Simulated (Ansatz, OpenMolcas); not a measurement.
CH7BGe (SMILES C[BH][GeH3]): methods side by side

CH7BGe has 10 atoms, charge 0, and is taken as a singlet. SMILES: `C[BH][GeH3]`. The coordinates come from a PBE0-D4/def2-TZVP relaxation.

| atom | x (Å) | y (Å) | z (Å) |
| --- | --- | --- | --- |
| C | -1.2113 | 0.8480 | -0.5797 |
| B | -0.0139 | -0.1230 | -0.7197 |
| Ge | 1.1113 | -0.7846 | 0.8816 |
| H | -1.9726 | 0.7485 | -1.3570 |
| H | -0.7473 | 1.8373 | -0.7496 |
| H | -1.6771 | 0.8987 | 0.4058 |
| H | 0.3260 | -0.4817 | -1.8130 |
| H | 0.9184 | -2.3074 | 1.0483 |
| H | 0.7292 | -0.1289 | 2.2240 |
| H | 2.6205 | -0.5583 | 0.6621 |

Quantity: the HOMO–LUMO gap, in eV. The values are calculated.

| level | kind | program | value (eV) | CPU time |
| --- | --- | --- | --- | --- |
| HF/def2-SVP | Hartree–Fock | Ansatz | 12.60 | 3.1 s |
| SVWN5/def2-SVP | LDA | OpenMolcas | 3.78 | 37 s |
| BLYP/def2-SVP | GGA | Ansatz | 4.00 | 6.5 s |
| PBE/def2-SVP | GGA | OpenMolcas | 3.94 | 46 s |
| revPBE/def2-SVP | GGA | Ansatz | 4.01 | 6.6 s |
| B3LYP/def2-SVP | global hybrid | Ansatz | 5.73 | 8.1 s |
| PBE0/def2-SVP | global hybrid | Ansatz | 6.12 | 7.9 s |
| PBE-QIDH/def2-SVP | double hybrid | Ansatz | 9.98 | 11 s |

All-electron rows without a relativistic Hamiltonian named are non-relativistic. The values span 3.78 to 12.60 eV. Orbital gaps aren't excitation energies, and those of double hybrids come from the SCF part alone; they tend to grow with the share of exact exchange. CPU times are rough (shared hosts, several kinds of processor and program).

The four semilocal functionals agree closely, from 3.78 to 4.01 eV, so the choice among them matters little here. The two global hybrids lie clearly higher, at 5.73 and 6.12 eV, and Hartree–Fock gives 12.60 eV. Much of this spread probably arises because nonlocal exchange acts differently on occupied and empty orbitals, whereas a semilocal potential treats both alike.

The frontier orbitals can be inferred from the bonding. Tricoordinate boron has a formally empty p orbital perpendicular to its bonding plane, which probably dominates the LUMO. Hyperconjugation from the methyl and germyl groups should push it up somewhat, but neither group offers a lone pair to fill it as an amino or alkoxy substituent would. The HOMO is probably mainly the B–Ge σ bond, since electrons shared between two rather electropositive atoms are loosely held. This picture suggests a Lewis acid with its acceptor site at boron. Even the largest gap, however, says nothing about resistance to dimerisation through B–H–B bridges, a familiar reaction of unhindered hydroboranes.
